Worked problem: is water stable where it shrinks on heating?

Statement

Liquid water at P = 1 bar contracts when warmed from 273 K to its density maximum, at a typical value of about 277 K. Conventions: quantities refer to one mole, α = (1/V)(∂V/∂T)_P is the volume expansion coefficient, κ_T = −(1/V)(∂V/∂P)_T, T > 0, and gravity and interfaces are ignored. All inputs below are typical values, rounded.

Molar volume V = 18.02 cm³/mol at all three temperatures.

T (K) | α (10⁻⁶ K⁻¹) | κ_T (10⁻⁶ bar⁻¹) | C_P (J/(mol·K))
273.15 | −68 | 50.9 | 76.0
275.15 | −33 | 50.2 | 75.9
277.13 | 0 | 49.5 | 75.8

(a) Derive the conditions for thermal and mechanical stability.
(b) Two moles at 275.15 K sit in a rigid insulated vessel, divided into halves A and B. Energy and volume pass between them so that, to first order, A has δT = +0.010 K and δV/V = +2.0×10⁻⁵ and B the opposite. Find the total entropy change.
(c) Find C_P − C_V and the largest |α| that the given C_P and κ_T allow.
(d) Find (∂P/∂T)_V and (∂T/∂P)_S.
(e) Find C_P − C_V for crystalline silicon at 80 K, with typical inputs α = −1.4×10⁻⁶ K⁻¹ (volume), 1/κ_T = 99 GPa, C_P = 5.3 J/(mol·K), V = 12.05 cm³/mol.

Solution

(a) The criterion

Let A gain δU and δV while B loses the same amounts. Write S(U + δU, V + δV) = S + δS + ½δ²S + … for each half. The linear terms cancel between the halves, as do all odd orders, and the two second-order terms add to ΔS_total = δ²S. Equilibrium is a maximum of the total entropy, so δ²S ≤ 0: S(U,V) is concave. With ∂S/∂U = 1/T and ∂S/∂V = P/T,

δ²S = δ(1/T) δU + δ(P/T) δV = −(δT/T²)(δU + P δV) + δP δV/T.

Since δU + P δV = T δS,

δ²S = −Q/T, with Q = δT δS − δP δV ≥ 0.

Stop and predict. Take T and V as independent variables. Both δS and δP then contain a δT part and a δV part. Will a product δT δV survive in Q?

It will not. The expansions are

δS = (C_V/T) δT + (∂S/∂V)_T δV,
δP = (∂P/∂T)_V δT − δV/(Vκ_T),

and the Maxwell relation from dF = −S dT − P dV gives (∂S/∂V)_T = (∂P/∂T)_V = α/κ_T. The term (α/κ_T) δT δV enters δT δS with a plus sign and −δP δV with a minus sign, leaving

Q = (C_V/T)(δT)² + (δV)²/(Vκ_T).

Because δT and δV can be chosen independently, Q > 0 for every variation means C_V > 0 (thermal stability) and κ_T > 0 (mechanical stability). The borderline case 1/κ_T = 0 occurs at a spinodal or a critical point, where higher orders decide. The coefficient α has dropped out, so its sign is free.

(b) A numerical test at 275.15 K

Convert first: κ_T = 5.02×10⁻¹⁰ Pa⁻¹ and δV = 2.0×10⁻⁵ × 18.02 cm³ = 3.604×10⁻¹⁰ m³. From part (c), C_V = 75.89 J/(mol·K). A fourth figure is carried here only so that the bookkeeping can be followed.

Stop and predict. Half A is warmed and expanded. In a liquid with α > 0 the warming alone raises the pressure. What does it do here?

It lowers it, since α/κ_T = −33/50.2 bar/K = −0.657 bar/K. Then

δP = (−0.657 bar/K)(0.010 K) − (2.0×10⁻⁵)/(50.2×10⁻⁶ bar⁻¹) = −0.0066 bar − 0.3984 bar = −0.4050 bar,

so the halves end near 0.6 and 1.4 bar. For the entropy of A,

δS = 2.758×10⁻³ J/K − 0.024×10⁻³ J/K = 2.734×10⁻³ J/K,

where the second term is (α/κ_T) δV. Direct evaluation gives

Q = δT δS − δP δV = 27.34 µJ + 14.60 µJ = 41.94 µJ,

and the diagonal form gives

Q = (C_V/T)(δT)² + (δV)²/(Vκ_T) = 27.58 µJ + 14.36 µJ = 41.94 µJ.

The two splittings differ by the cross piece (α/κ_T) δT δV = −0.24 µJ, which lowers the first product and raises the second by the same amount. Reversing the sign of α at fixed C_V and κ_T would reverse this transfer and leave the sum untouched. The model's result is

ΔS_total = −Q/T = −(41.94×10⁻⁶ J)/(275.15 K) = −1.52×10⁻⁷ J/K.

The uneven state has less entropy, so it relaxes back. Treating the coefficients as constant is safe: the table implies a slope of α of about 17.5×10⁻⁶ K⁻², which shifts α by 0.5 per cent over 0.010 K, and the cubic terms cancel between A and B.

(c) What stability says about the size of α

Stop and predict. Redo part (a) with T and P as variables. Does α drop out again?

Now δS = (C_P/T) δT − Vα δP and δV = Vα δT − Vκ_T δP, so

Q = (C_P/T)(δT)² − 2Vα δT δP + Vκ_T (δP)².

The cross term stays. This form is positive definite when C_P > 0 and its determinant is positive, C_P Vκ_T/T − V²α² > 0, and only α² appears there. To link the two forms, set δV = 0, that is δP = (α/κ_T) δT. Then Q = (C_P/T − Vα²/κ_T)(δT)², which must equal (C_V/T)(δT)². Hence

C_P − C_V = TVα²/κ_T ≥ 0,

and the determinant condition is C_V > 0 in another form. At given C_P and κ_T it reads

|α| < α_max = √(C_P κ_T/(TV)).

At 273.15 K, TV = 4.922×10⁻³ K·m³/mol and κ_T = 5.09×10⁻¹⁰ Pa⁻¹:

C_P − C_V = (4.922×10⁻³ K·m³/mol)(68×10⁻⁶ K⁻¹)²/(5.09×10⁻¹⁰ Pa⁻¹) = 0.045 J/(mol·K).

The model's values at the three temperatures are:

T (K) | C_P − C_V (J/(mol·K)) | (C_P − C_V)/C_P | α_max (10⁻³ K⁻¹)
273.15 | 0.045 | 5.9×10⁻⁴ | 2.8
275.15 | 0.011 | 1.4×10⁻⁴ | 2.8
277.13 | zero | zero | 2.7

The differences are smaller than the last digit of the input C_P, so at 273.15 K one can only write C_V = 76.0 J/(mol·K). The ratio column equals (α/α_max)². Even at 273.15 K, where |α| is largest, the limit is 41 times |α|. At the density maximum C_P = C_V, and Q passes through that temperature with no anomaly.

(d) What the sign of α does change

Stop and predict. Squeeze water at 273.15 K slightly, reversibly and without heat exchange. Does it warm or cool, and can the volume then increase?

Setting δS = 0 in the T,P expansion gives (∂T/∂P)_S = TVα/C_P, which has the sign of α. At 273.15 K,

(∂T/∂P)_S = (4.922×10⁻³ K·m³/mol)(−68×10⁻⁶ K⁻¹)/(76.0 J/(mol·K)) = −4.4×10⁻⁹ K/Pa = −0.44 mK/bar,

(∂P/∂T)_V = α/κ_T = −1.3 bar/K.

At 275.15 K the model gives −0.22 mK/bar and −0.66 bar/K, and at 277.13 K both vanish. The water cools. Cooling makes it swell a little, which opposes the compression, just as adiabatic warming does in a liquid with α > 0. Inserting δT = (TVα/C_P) δP into δV gives

κ_S = κ_T − TVα²/C_P = κ_T C_V/C_P,

positive and never larger than κ_T. At 273.15 K the reduction is 0.030×10⁻⁶ bar⁻¹, and the volume still falls under pressure. The two cross responses linear in α, (∂P/∂T)_V and (∂T/∂P)_S, flip sign, while the responses of a variable to its own conjugate, the heat capacities and compressibilities, keep theirs.

These numbers follow from inputs chosen to represent the typical behaviour of water, so they are the model's and are no independent test of it. The criterion is also local. It concerns small variations within one phase, and a metastable liquid such as water supercooled somewhat below its freezing point satisfies it, although ice then has the lower Gibbs energy.

(e) Silicon at 80 K

Stop and predict. Will the fraction (C_P − C_V)/C_P be larger or smaller than for water at 273.15 K? The crystal is far stiffer and has a smaller C_P, but α enters squared.

C_P − C_V = (80 K)(12.05×10⁻⁶ m³/mol)(1.4×10⁻⁶ K⁻¹)²(99×10⁹ Pa) = 1.9×10⁻⁴ J/(mol·K),

a fraction 3.5×10⁻⁵ of C_P in this model, smaller than for water. Negative expansion again leaves C_V and κ_T positive. For a crystal these two conditions cover only changes of temperature and volume; stability against shear must be added, which for a cubic crystal at negligible stress requires c₁₁ − c₁₂ > 0 and c₄₄ > 0.